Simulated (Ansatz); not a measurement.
# A series in volume scale on WC

Free energy against uniform scaling of the volume at fixed shape and fractions; periodic cell, basis, potentials, k mesh and filling as listed. The results are calculated, by Ansatz 0.2.0.

The cell before it is scaled or strained (space group P-6m2, No. 187):
```
CELL_PARAMETERS angstrom
2.90650 0.00000 0.00000
-1.45330 2.51710 0.00000
0.00000 0.00000 2.83660
ATOMIC_POSITIONS crystal
W 0.00000 0.00000 0.00000
C 0.66667 0.33333 0.50000
```

Settings of every row: functional PBE; dispersion none; potentials PAW; wave cutoff 500 eV; density cutoff 2000 eV; k mesh 11x11x10; k shift 0x0x0; occupations methfessel paxton; smearing width 0.1 eV; spin none.

Limits: coarse k mesh, up to 40 meV an atom off; no spin-orbit coupling, which can matter with elements this heavy.

```csv
row,volume scale,V (Å³/atom),energy above lowest point (meV/atom)
1,0.92,9.546,128.3
2,0.9467,9.823,61.9
3,0.9733,10.099,20.5
4,1,10.376,?
5,1.0267,10.653,0
6,1.0533,10.929,15.7
7,1.08,11.206,45.9
```

Question: what energy above lowest point should row 4 give?

Worked fit of energy above lowest point. Take u = (V_r/V)^(2/3) − 1 with V_r = 10.376 Å³ an atom, which is twice the finite (Eulerian) strain; such expansions in the strain, on which the Birch-Murnaghan equation of state is built, carry the rest volume and the bulk modulus. The shown rows have u = 0.05716, 0.03719, 0.0182, -0.01741, -0.03402, -0.05001. Least squares give energy above lowest point = 0.77 + 552.7 × u + 29222 × u² + 2514 × u³ meV/atom; a parabola predicts inner rows, each left out in turn, worse (root mean square 0.14 against 0.042 meV/atom). All shown rows lie on it to the printed digit. Its lowest point lies at u = -0.0095, or V = 10.53 Å³ an atom, and the curvature there gives the bulk modulus at fixed shape and fractions, B = (4/9)(1 + u)² E″(u)/V = 387 GPa. Letting shape and atoms relax would as a rule lower it, by much in layered, chain or molecular crystals. The withheld row has u = 0, so the fit gives 0.77 + 552.7 × (0) + 29222 × (0)² + 2514 × (0)³ = 0.8 meV/atom.

The calculation gave 0.8 meV/atom. The fit meets it to the printed digit.
